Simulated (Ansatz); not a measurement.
BaTiO₃: pressure against volume scale

Free energy against uniform scaling of the volume at fixed shape and fractions; periodic cell, basis, potentials, k mesh and filling as listed. The results are calculated, by Ansatz 0.2.0.

The cell before it is scaled or strained (space group Pm-3m, No. 221):
```
cell vectors (Å)
   4.0060     0.0000     0.0000
   0.0000     4.0060     0.0000
   0.0000     0.0000     4.0060
atoms (fractions of the cell vectors)
Ba  0.50000  0.50000  0.50000
Ti  0.00000  0.00000  0.00000
O   0.50000  0.00000  0.00000
O   0.00000  0.50000  0.00000
O   0.00000  0.00000  0.50000
```

Settings of every row: functional LDA; dispersion none; potentials PAW; wave cutoff 435.38 eV; density cutoff 1741.5 eV; k mesh 6x6x6; k shift 0x0x0; occupations fixed; smearing width 0 eV; spin none; SCF threshold exponent -10.

Limits: no spin-orbit coupling, which can matter with elements this heavy.

| row | volume scale | V (Å³/atom) | pressure (GPa) | energy above lowest point (meV/atom) |
| --- | --- | --- | --- | --- |
| 1 | 0.88 | 11.315 | 17.03 | 41.8 |
| 2 | 0.92 | 11.829 | 6.14 | 5.3 |
| 3 | 0.96 | 12.343 | ? | ? |
| 4 | 1 | 12.858 | -9.36 | 19.5 |
| 5 | 1.04 | 13.372 | -14.79 | 58.6 |
| 6 | 1.08 | 13.886 | -19.07 | 113.2 |
| 7 | 1.12 | 14.401 | -22.43 | 180 |

Question: what pressure should row 3 give?

Worked fit of pressure. Take u = (V_r/V)^(2/3) − 1 with V_r = 13.115 Å³ an atom, which is twice the finite (Eulerian) strain; such expansions in the strain, on which the Birch-Murnaghan equation of state is built, carry the rest volume and the bulk modulus. The shown rows have u = 0.10342, 0.07122, 0.01328, -0.01285, -0.03737, -0.06046. Least squares give pressure = −12.235 + 207.183 × u + 672.69 × u² + 581 × u³ GPa; a parabola predicts inner rows, each left out in turn, worse (root mean square 0.1 against 0.0073 GPa). All shown rows lie on it to the printed digit. The pressure vanishes at u = 0.0504, or V = 12.18 Å³ an atom, and there the bulk modulus at fixed shape and fractions is B = −V dP/dV = (2/3)(1 + u) dP/du = 196 GPa. The withheld row has u = 0.04127, so the fit gives −12.235 + 207.183 × (0.04127) + 672.69 × (0.04127)² + 581 × (0.04127)³ = -2.50 GPa.

The calculation gave -2.51 GPa. The fit lies 0.01 GPa (0.025 % of the column's range) above it, one unit of the last digit.

The other values of row 3: energy above lowest point 0 meV/atom.
